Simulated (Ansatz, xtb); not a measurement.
# Two isomers of C2H7BN2

Structure a is `C[NH2+][BH2-]C#N`, a singlet and structure b is `C=CB(N)N`, a singlet. Both are isolated molecules in the gas phase, relaxed with PBE0-D3(BJ)/def2-SVP; the shapes shown needn't be the lowest conformers.

a (Å):

```csv
atom,x (Å),y (Å),z (Å)
C,-1.4304,0.1132,-1.3183
C,-0.9863,2.8284,0.0125
B,-0.4027,1.5059,0.6419
N,-0.2022,0.4789,-0.5964
N,-1.4210,3.7674,-0.5147
H,-2.1263,-0.3533,-0.6101
H,-1.2181,-0.5774,-2.1464
H,-1.8925,1.0311,-1.7036
H,0.2495,-0.3550,-0.2170
H,0.4722,0.8937,-1.2437
H,0.7025,1.6741,1.1303
H,-1.1863,0.9740,1.4115
```

b (Å):

```
atom    x (Å)    y (Å)    z (Å)
   C  -1.9475  -0.5133  -0.9813
   C  -1.2596   0.5868  -1.3096
   B  -0.4417   1.4676  -0.2885
   N   0.6733   2.2014  -0.7650
   N  -0.8280   1.5005   1.0739
   H  -1.9863  -0.8758   0.0532
   H  -2.4915  -1.1149  -1.7179
   H  -1.2477   0.8684  -2.3723
   H   1.0041   2.1131  -1.7142
   H   1.2720   2.7673  -0.1805
   H  -1.6928   1.0870   1.3892
   H  -0.3403   2.0182   1.7907
```

Problem. Estimate E(b) − E(a) at the level CCSD(T)/def2-SVP + ΔMP2/def2-TZVPP.

Solution. Calculated at CCSD(T)/def2-SVP + ΔMP2/def2-TZVPP: E(b) − E(a) = −35.0 kcal/mol, so structure b lies lower.

Level by level:

```csv
level,geometry,E(b) − E(a) (kcal/mol),departure from the last row (kcal/mol),"job, with rough time for the two"
GFN2-xTB,GFN2-xTB,−26.1,+8.9,"optimisation, 0.29 s"
HF/STO-3G,GFN2-xTB,−14.9,+20.1,"single point, 0.45 s"
r2SCAN-D4/def2-SVP,GFN2-xTB,−40.1,−5.1,"single point, 3.6 s"
PBE0-D3(BJ)/def2-SVP,PBE0-D3(BJ)/def2-SVP,−39.5,−4.5,"optimisation, 68 s"
HF/def2-SVP,PBE0-D3(BJ)/def2-SVP,−38.5,−3.4,part of the CCSD(T) run
MP2/def2-SVP,PBE0-D3(BJ)/def2-SVP,−29.4,+5.6,part of the CCSD(T) run
CCSD(T)/def2-SVP,PBE0-D3(BJ)/def2-SVP,−30.6,+4.5,single point
CCSD(T)/def2-SVP + ΔMP2/def2-TZVPP,PBE0-D3(BJ)/def2-SVP,−35.0,,"single point, 47 s"
```

As drawn, b has 1 C=C, 1 B–N, 2 N–H in place of 1 C–N, 1 C≡N, 2 B–H.

None of the levels shown reverses the order. The largest departure from CCSD(T)/def2-SVP + ΔMP2/def2-TZVPP is that of HF/STO-3G, 20.1 kcal/mol. The last row adds to CCSD(T) the change of the MP2 difference between the two basis sets, here −4.5 kcal/mol, a large step that makes the value less sure.

With harmonic frequencies from PBE0-D3(BJ)/def2-SVP (ideal gas, rigid rotor, one conformer each, 298.15 K, 1 atm): the zero-point term adds +0.3 kcal/mol; ΔH is −34.4 and ΔG −34.8 kcal/mol.

The correlated steps freeze 5 core orbitals. Run with Ansatz 0.2.0, xtb 6.7.1; the last row on 2 threads of Intel(R) Xeon(R) Processor @ 2.70GHz on a shared host.

The diaminoborane b lies well below the amine–cyanoborane adduct a, and the main reason is probably the bonding at boron. In b, boron is three-coordinate, and both nitrogen lone pairs can donate into its empty p orbital, giving B–N bonds with partial double-bond character. In a, that orbital is already used in the dative σ bond from the amine, so no comparable π donation is possible. The coordinates agree, with clearly shorter B–N contacts in b. Exchanging hydridic B–H bonds for strong, polar N–H bonds favours b further, and together these gains outweigh the loss of the very strong C≡N bond.

Correlation at the def2-SVP level narrows the gap relative to Hartree–Fock, probably because the compact, electron-rich triple bond in a gains more from it. The zero-point and thermal terms are small, so the preference is essentially electronic. It doesn't imply that a would rearrange readily, since that requires breaking the C–N bond and rebuilding the carbon skeleton, and no barrier was computed.
